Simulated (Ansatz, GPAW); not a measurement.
NiMoIrPdW: 3 runs at one level of theory

```
Ni Mo Pd Ir W
1.0
    -1.37004    1.37004    9.71647
     1.37004   -1.37004    9.71647
     1.37004    1.37004   -9.71647
Ni Mo Pd Ir W
1 1 1 1 1
Direct
  0.19862 0.19862 0.00000
  0.60922 0.60922 0.00000
  0.79310 0.79310 0.00000
  0.39944 0.39944 0.00000
  0.99565 0.99565 0.00000
```

The cell comes from a database or a generator and needn't be the stable form of this composition.

Alike in all runs: task single point; functional PBE; k mesh 13 × 13 × 13; occupations fermi-dirac, width 0.05 eV; collinear spin, ferromagnetic start; no spin-orbit coupling. Pressure is positive in compression and, in plane waves, holds the error of the finite cutoff, which Ansatz's Pulay term estimates and takes out.

```csv
program and potentials,plane-wave cutoff (eV),notes,pressure (GPa),net moment per atom (μB)
"Ansatz, Ansatz PAW",420,16.2 valence electrons an atom on average; Pulay term of +0.06 GPa included,-0.03,0.00
"Ansatz, all-electron LAPW, scalar-relativistic",-,-,-0.03,0.00
"GPAW, GPAW PAW data sets (gpaw-data 1.2.1)",600,15 valence electrons an atom on average; this data set often lies off other programs,-0.13,0.00
```

Force on atom 1 (Ni), eV/Å:

```csv
program and potentials,x,y,z
"Ansatz, Ansatz PAW",0.000,0.000,-0.032
"Ansatz, all-electron LAPW, scalar-relativistic",0.000,0.000,-0.029
"GPAW, GPAW PAW data sets (gpaw-data 1.2.1)",0.000,0.000,-0.019
```

The pressure spans -0.13 (GPAW, GPAW PAW data sets (gpaw-data 1.2.1)) to -0.03 GPa (Ansatz, all-electron LAPW, scalar-relativistic), with all-electron results at -0.03. All agree on the net moment per atom. The state is the one that the start led to, which needn't be the lowest.

The functional is the same throughout but for its coding, so the spread measures potentials, basis and numerics; runs on potential files found faulty are left out.

The cell is close to mechanical equilibrium: pressure and the force on Ni are nearly zero in every run, and the small differences between programs would hardly change the volume of so stiff a metal. The structure is a layered, face-centred-cubic-like stacking in the order W, Mo, Ni, Pd, Ir. Its layer spacings are uneven, widest between W and Mo and narrow between Mo and Ni and between Ir and W. Small Ni accounts for part of this, but Ir–W points to bonding between early and late transition metals, whose combined d electrons fill mainly bonding states.

Elemental Ni is ferromagnetic, yet no net moment survives here. Hybridisation with the broad d bands of Mo and the other heavier neighbours probably lowers the Ni d density of states at the Fermi level below what the Stoner criterion requires. Because each element occupies its own layer, the result doesn't carry over directly to a random solid solution, where Ni-rich surroundings could still hold local moments.
